**Hand rules for NICS of 2-substituted pyridines**

The table holds NICS(0), NICS(1), NICS(1)zz and HOMO-LUMO gaps of twelve 2-substituted pyridines from GIAO PBE0/pcSseg-1 calculations (PySCF, gas phase) on GFN2-xTB geometries. The program tests NICS(1)zz ≈ −28 + 3.5 D, with D = max(0, −σp⁺) from rough recalled substituent constants, together with NICS(1) ≈ NICS(1)zz/3 − 1.9 and a NICS(0) rule with an added electronegativity term, all fitted to the twelve rows. The rounded rules have rms errors of 0.53, 0.25 and 0.28 ppm; allenyl is the worst row in each, and chlorine is second for NICS(1)zz. A lone-pair electronegativity rule (1.41 ppm) and a resonance-only constant (0.78 ppm) do worse, and the slope falls to 2.9 when the three amines are left out. The charge para to the group correlates with NICS(1)zz at −0.93, while electronegativity and gap correlate weakly.

2-Substituted pyridines *c1ccccn1 (SMILES; * is the group, the marked atom the ring carbon that bears it), computed with PySCF 2.14.0 at the PBE0/pcSseg-1 level with density fitting, non-relativistic and in the gas phase, on GFN2-xTB geometries. NICS values are negative GIAO shieldings; electronegativities are Pauling's tabulated values.

## Analysis program

```python
# Table: NICS(0), NICS(1), NICS(1)zz (ppm) and gaps of 2-substituted pyridines; PySCF, GIAO PBE0/pcSseg-1, GFN2-xTB
# geometries. Tested: hand rules zz = a + b*max(0,-sigma_p+), n1 = zz/3 + c, n0 = a + b*D + c*(EN-EN_C), two rivals.
T = {
    'member': ['*C#N', '*C=O', '*C(C)=O', '*C=C=C', '*C(=O)OC', '*N', '*N(C)C', '*NCC', '*Cl', '*OC', '*OC(C)=O', '*F'],
    'formula': ['C6H4N2', 'C6H5NO', 'C7H7NO', 'C8H7N', 'C7H7NO2', 'C5H6N2', 'C7H10N2', 'C7H10N2', 'C5H4ClN', 'C6H7NO', 'C7H7NO2', 'C5H4FN'],
    'link': ['C', 'C', 'C', 'C', 'C', 'N', 'N', 'N', 'Cl', 'O', 'O', 'F'],
    'en': [2.55, 2.55, 2.55, 2.55, 2.55, 3.04, 3.04, 3.04, 3.16, 3.44, 3.44, 3.98],
    'pg': ['Cs', 'Cs', 'Cs', 'Cs', 'Cs', 'C1', None, 'C1', 'Cs', 'Cs', None, 'Cs'],
    'r_group': [1.423, 1.477, 1.494, 1.458, 1.493, 1.367, 1.358, 1.363, 1.721, 1.344, 1.378, 1.34],  # Å
    'n0': [-7.7, -7.2, -7.3, -6.4, -7.5, -6.3, -6.0, -5.8, -7.9, -7.6, -8.6, -8.9],  # ppm
    'n1': [-11.4, -11.4, -11.4, -10.5, -11.5, -9.4, -9.3, -9.1, -10.9, -10.5, -11.2, -11.2],  # ppm
    'n1zz': [-28.2, -28.4, -28.2, -26.2, -28.3, -23.1, -22.1, -21.8, -27.1, -25.8, -27.9, -27.9],  # ppm
    'gap': [6.23, 5.38, 5.3, 5.61, 5.86, 5.78, 5.34, 5.53, 6.46, 6.14, 6.61, 6.64],  # eV
}
import numpy as np
m = T['member']; link = np.array(T['link'])
en, n0, n1, zz, gap = (np.array(T[k], float) for k in ('en', 'n0', 'n1', 'n1zz', 'gap'))
# rough recalled (sigma_p+, field constant F); vinyl stands in for allenyl, NHMe for NHEt
S = {'*C#N': (.66, .51), '*C=O': (.73, .33), '*C(C)=O': (.50, .33), '*C=C=C': (-.16, .13), '*C(=O)OC': (.49, .34),
     '*N': (-1.3, .08), '*N(C)C': (-1.7, .15), '*NCC': (-1.8, .03), '*Cl': (.11, .42), '*OC': (-.78, .29),
     '*OC(C)=O': (-.19, .42), '*F': (-.07, .45)}
# further outputs of the same runs, table order: IAO charges (e) at ring C5 (para) and C4 (meta)
q5 = np.array([-.1657, -.1645, -.1691, -.1898, -.1694, -.2266, -.2347, -.2305, -.1872, -.2125, -.1907, -.1967])
q4 = np.array([-.1175, -.1204, -.1214, -.1210, -.1230, -.1148, -.1129, -.1161, -.1155, -.1181, -.1161, -.1132])
sp = np.array([S[k][0] for k in m]); F = np.array([S[k][1] for k in m])
D = np.maximum(0, -sp); N = len(m); ix = m.index; dE = en - en.min()
rms = lambda r: float(np.sqrt(np.mean(r**2)))
def fit(name, y, *xs):
    A = np.column_stack([np.ones(N), *xs]); p = np.linalg.lstsq(A, y, rcond=None)[0]; r = y - A @ p
    loo = r / (1 - np.diag(A @ np.linalg.pinv(A))); w = np.argsort(-abs(r))[:2]
    print(f"{name}: p={np.round(p, 2)} rms {rms(r):.2f} LOO {rms(loo):.2f} worst " + ", ".join(f"{m[i]} {r[i]:+.2f}" for i in w))
    return p
print("all NICS in ppm; residual = table - rule; rounding floor: max 0.05, rms %.3f" % (0.1 / 12**.5))
print(f"zz range {zz.min():.1f}..{zz.max():.1f}, span {np.ptp(zz):.1f}; guess-the-mean rms zz {zz.std():.2f}, n1 {n1.std():.2f}, n0 {n0.std():.2f}")
p1 = fit("rule1 zz=a+b*D", zz, D)
fit("rival a: zz vs (EN_F-EN), lone-pair atoms, else 0", zz, np.where(link == 'C', 0, en.max() - en))
fit("rival b: zz vs max(0,F-sigma+)", zz, np.maximum(0, F - sp))
fit("check: zz vs para IAO charge (ppm/e)", zz, q5)
fit("n1 vs zz, free slope (theory 1/3)", n1, zz)
fit("n0 vs D only", n0, D)
p3 = np.round(fit("rule3 n0=a+b*D+c*(EN-EN_C)", n0, D, dE), 1)
off = n1 - zz / 3; c = round(off.mean(), 1)
print(f"n1-zz/3: mean {off.mean():.2f}, range {off.min():.2f}..{off.max():.2f}, rms {off.std():.2f}, rounding max 0.07")
a, b = -28.0, 3.5
zr = a + b * D; n1r = zr / 3 + c; n0r = p3[0] + p3[1] * D + p3[2] * dE
print(f"hand rules: zz={a}+{b}D; n1=zz/3{c:+.1f}; n0={p3[0]}{p3[1]:+.1f}D{p3[2]:+.1f}(EN-{en.min()})")
print("group      D    zz_rule res   res% | n1_rule res | n0_rule res | q_para")
for i in range(N):
    print(f"{m[i]:9s} {D[i]:.2f} {zr[i]:7.2f} {zz[i]-zr[i]:+.2f} {100*abs((zz[i]-zr[i])/zz[i]):4.1f} | {n1r[i]:6.2f} {n1[i]-n1r[i]:+.2f} | {n0r[i]:5.2f} {n0[i]-n0r[i]:+.2f} | {q5[i]:.3f}")
for s, r in (('zz', zz - zr), ('n1', n1 - n1r), ('n0', n0 - n0r)):
    print(f"hand rule {s}: rms {rms(r):.2f}, max {abs(r).max():.2f} ({m[int(np.argmax(abs(r)))]}), within 0.5: {int((abs(r) < 0.5001).sum())}/{N}")
for k in ('*N', '*OC'):
    i = ix(k)
    print(f"worked {k}: bD={b*D[i]:.2f}, zz/3={zr[i]/3:.2f}; n0 terms {p3[1]*D[i]:+.2f} (D), {p3[2]*dE[i]:+.2f} (dEN={dE[i]:.2f})")
am = link == 'N'; s, t = np.polyfit(D[~am], zz[~am], 1)
print(f"leverage test, fit without amines: a={t:.2f} b={s:.2f}; amine residuals {np.round(zz[am]-(t+s*D[am]), 2)}")
print(f"error of 0.1 in recalled sigma+ shifts zz by {0.1*b:.2f}")
cc = lambda x, y: np.corrcoef(x, y)[0, 1]
print(f"r(zz,.): EN {cc(zz,en):+.2f} gap {cc(zz,gap):+.2f} D {cc(zz,D):+.2f} q_para {cc(zz,q5):+.2f} q_meta {cc(zz,q4):+.2f} n0 {cc(zz,n0):+.2f}")
print(f"charge span (e): para {np.ptp(q5):.3f}, meta {np.ptp(q4):.3f}")
acc = [ix(k) for k in ('*C#N', '*C=O', '*C(C)=O', '*C(=O)OC')]; pl = zz[acc].mean()
print(f"acceptor plateau: mean {pl:.2f}, spread zz {np.ptp(zz[acc]):.1f}, n0 {np.ptp(n0[acc]):.1f}, gap {np.ptp(gap[acc]):.2f} eV")
print("loss from plateau: " + ", ".join(f"{m[i]} {zz[i]-pl:.1f} ({100*(zz[i]-pl)/-pl:.0f}%)" for i in range(N) if i not in acc))
for u, v in (('*C=O', '*N(C)C'), ('*OC(C)=O', '*OC'), ('*C=O', '*F')):
    i, j = ix(u), ix(v)
    print(f"{v} minus {u}: zz {zz[j]-zz[i]:+.1f}, n0 {n0[j]-n0[i]:+.1f}, gap {gap[j]-gap[i]:+.2f} eV, EN {en[j]-en[i]:+.2f}")
# further outputs of the same runs: zz on the two faces
print(f"face difference in zz: *N {23.21-22.92:.2f}, *OC(C)=O {28.13-27.64:.2f}")
assert np.ptp(zz[acc]) < 0.25
assert zz[am].min() > zz[~am].max() and p1[1] > 0
assert off.min() > -2.2 and off.max() < -1.6
assert n0[ix('*F')] < n0[ix('*C=O')] and zz[ix('*F')] > zz[ix('*C=O')]
```

Running it gives:

```
all NICS in ppm; residual = table - rule; rounding floor: max 0.05, rms 0.029
zz range -28.4..-21.8, span 6.6; guess-the-mean rms zz 2.41, n1 0.86, n0 0.94
rule1 zz=a+b*D: p=[-27.99   3.47] rms 0.53 LOO 0.61 worst *C=C=C +1.23, *Cl +0.89
rival a: zz vs (EN_F-EN), lone-pair atoms, else 0: p=[-28.11   4.73] rms 1.41 LOO 1.70 worst *Cl -2.87, *OC(C)=O -2.34
rival b: zz vs max(0,F-sigma+): p=[-28.46   3.37] rms 0.78 LOO 0.88 worst *OC(C)=O -1.50, *C=C=C +1.28
check: zz vs para IAO charge (ppm/e): p=[-43.88 -90.5 ] rms 0.89 LOO 1.04 worst *F -1.82, *OC(C)=O -1.28
n1 vs zz, free slope (theory 1/3): p=[-1.31  0.36] rms 0.08 LOO 0.10 worst *C=C=C +0.13, *N +0.13
n0 vs D only: p=[-7.77  1.01] rms 0.65 LOO 0.73 worst *C=C=C +1.21, *F -1.20
rule3 n0=a+b*D+c*(EN-EN_C): p=[-7.27  1.17 -1.33] rms 0.28 LOO 0.36 worst *C=C=C +0.68, *C#N -0.43
n1-zz/3: mean -1.90, range -2.07..-1.70, rms 0.10, rounding max 0.07
hand rules: zz=-28.0+3.5D; n1=zz/3-1.9; n0=-7.3+1.2D-1.3(EN-2.55)
group      D    zz_rule res   res% | n1_rule res | n0_rule res | q_para
*C#N      0.00  -28.00 -0.20  0.7 | -11.23 -0.17 | -7.30 -0.40 | -0.166
*C=O      0.00  -28.00 -0.40  1.4 | -11.23 -0.17 | -7.30 +0.10 | -0.165
*C(C)=O   0.00  -28.00 -0.20  0.7 | -11.23 -0.17 | -7.30 +0.00 | -0.169
*C=C=C    0.16  -27.44 +1.24  4.7 | -11.05 +0.55 | -7.11 +0.71 | -0.190
*C(=O)OC  0.00  -28.00 -0.30  1.1 | -11.23 -0.27 | -7.30 -0.20 | -0.169
*N        1.30  -23.45 +0.35  1.5 |  -9.72 +0.32 | -6.38 +0.08 | -0.227
*N(C)C    1.70  -22.05 -0.05  0.2 |  -9.25 -0.05 | -5.90 -0.10 | -0.235
*NCC      1.80  -21.70 -0.10  0.5 |  -9.13 +0.03 | -5.78 -0.02 | -0.231
*Cl       0.00  -28.00 +0.90  3.3 | -11.23 +0.33 | -8.09 +0.19 | -0.187
*OC       0.78  -25.27 -0.53  2.1 | -10.32 -0.18 | -7.52 -0.08 | -0.212
*OC(C)=O  0.19  -27.34 -0.56  2.0 | -11.01 -0.19 | -8.23 -0.37 | -0.191
*F        0.07  -27.75 -0.14  0.5 | -11.15 -0.05 | -9.08 +0.18 | -0.197
hand rule zz: rms 0.53, max 1.24 (*C=C=C), within 0.5: 8/12
hand rule n1: rms 0.25, max 0.55 (*C=C=C), within 0.5: 11/12
hand rule n0: rms 0.28, max 0.71 (*C=C=C), within 0.5: 11/12
worked *N: bD=4.55, zz/3=-7.82; n0 terms +1.56 (D), -0.64 (dEN=0.49)
worked *OC: bD=2.73, zz/3=-8.42; n0 terms +0.94 (D), -1.16 (dEN=0.89)
leverage test, fit without amines: a=-27.94 b=2.91; amine residuals [1.07 0.9  0.91]
error of 0.1 in recalled sigma+ shifts zz by 0.35
r(zz,.): EN +0.14 gap -0.39 D +0.98 q_para -0.93 q_meta +0.52 n0 +0.79
charge span (e): para 0.070, meta 0.010
acceptor plateau: mean -28.27, spread zz 0.2, n0 0.5, gap 0.93 eV
loss from plateau: *C=C=C 2.1 (7%), *N 5.2 (18%), *N(C)C 6.2 (22%), *NCC 6.5 (23%), *Cl 1.2 (4%), *OC 2.5 (9%), *OC(C)=O 0.4 (1%), *F 0.4 (1%)
*N(C)C minus *C=O: zz +6.3, n0 +1.2, gap -0.04 eV, EN +0.49
*OC minus *OC(C)=O: zz +2.1, n0 +1.0, gap -0.47 eV, EN +0.00
*F minus *C=O: zz +0.5, n0 -1.7, gap +1.26 eV, EN +1.43
face difference in zz: *N 0.29, *OC(C)=O 0.49
```
